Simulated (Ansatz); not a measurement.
# Ru: the change of pressure and energy less free atoms with volume per atom

Results calculated with Ansatz 0.2.0, not measured. Periodic Kohn-Sham DFT of a crystal at fixed atoms; pressure and stress are positive in compression; the energy is the free energy less that of spherical unpolarised free atoms; site moments are those in the method's own spheres, positive along +z.

Cell of the first row (space group P6_3/mmc, No. 194):
```
cell vectors (Å)
   2.6673     0.0000     0.0000
  -1.3337     2.3100     0.0000
   0.0000     0.0000     4.2016
atoms (fractions of the cell vectors)
Ru  0.33333  0.66667  0.25000
Ru  0.66667  0.33333  0.75000
```

Settings of every row: method all-electron LAPW; functional PBE; relativity scalar; k mesh 16x16x9; filling fermi-dirac; smearing width 0.05 eV; basis error target 0.5 meV/atom; nucleus gaussian.

Atom start moment: 0 on all atoms.

| row | volume per atom (Å³) | pressure (GPa) | energy less free atoms (eV/atom) |
| --- | --- | --- | --- |
| 1 | 12.944 | 22.217 | -9.192 |
| 2 | 13.35 | 10.229 | -9.2326 |
| 3 | 13.763 | ? | ? |
| 4 | 14.176 | -8.612 | -9.234 |
| 5 | 14.589 | -15.803 | -9.2022 |

Question: what pressure and energy less free atoms should row 3 give?

Worked fit of pressure. Take u = (V_r/V)^(2/3) − 1 with V_r = 13.763 Å³ an atom, which is twice the finite (Eulerian) strain; such expansions in the strain, on which the Birch-Murnaghan equation of state is built, carry the rest volume and the bulk modulus. The shown rows have u = 0.04175, 0.02052, -0.01952, -0.03811. Least squares give pressure = −0.0243 + 470.346 × u + 1487.39 × u² GPa; a straight line predicts inner rows, each left out in turn, worse (root mean square 1.4 against 0.065 GPa). The rows lie off it by 0.012, -0.024, 0.027, -0.014 (root mean square 0.02 GPa). The pressure vanishes at u = 0.0001, or V = 13.76 Å³ an atom, and there the bulk modulus at fixed shape and fractions is B = −V dP/dV = (2/3)(1 + u) dP/du = 314 GPa. Letting shape and atoms relax would as a rule lower it, by much in layered, chain or molecular crystals. The withheld row has u = 0, so the fit gives −0.0243 + 470.346 × (0) + 1487.39 × (0)² = -0.024 GPa.

The calculation gave -0.019 GPa. The fit lies 0.005 GPa (26 % of the value, 0.013 % of the column's range) below it; its largest miss of a shown row is 0.027 GPa.

Worked fit of energy less free atoms. Take u = (V_r/V)^(2/3) − 1 with V_r = 13.763 Å³ an atom, which is twice the finite (Eulerian) strain; such expansions in the strain, on which the Birch-Murnaghan equation of state is built, carry the rest volume and the bulk modulus. The shown rows have u = 0.04175, 0.02052, -0.01952, -0.03811. Least squares give energy less free atoms = −9.24545 + 0.015 × u + 30.249 × u² eV/atom; a straight line predicts inner rows, each left out in turn, worse (root mean square 0.028 against 0.00052 eV/atom). The rows lie off it by 0.0001, -0.0002, 0.0002, -0.0001. Its lowest point lies at u = -0.0002, or V = 13.77 Å³ an atom, and the curvature there gives the bulk modulus at fixed shape and fractions, B = (4/9)(1 + u)² E″(u)/V = 313 GPa. Letting shape and atoms relax would as a rule lower it, by much in layered, chain or molecular crystals. The withheld row has u = 0, so the fit gives −9.24545 + 0.015 × (0) + 30.249 × (0)² = -9.2454 eV/atom.

The calculation gave -9.2454 eV/atom. The fit meets it to the printed digit.
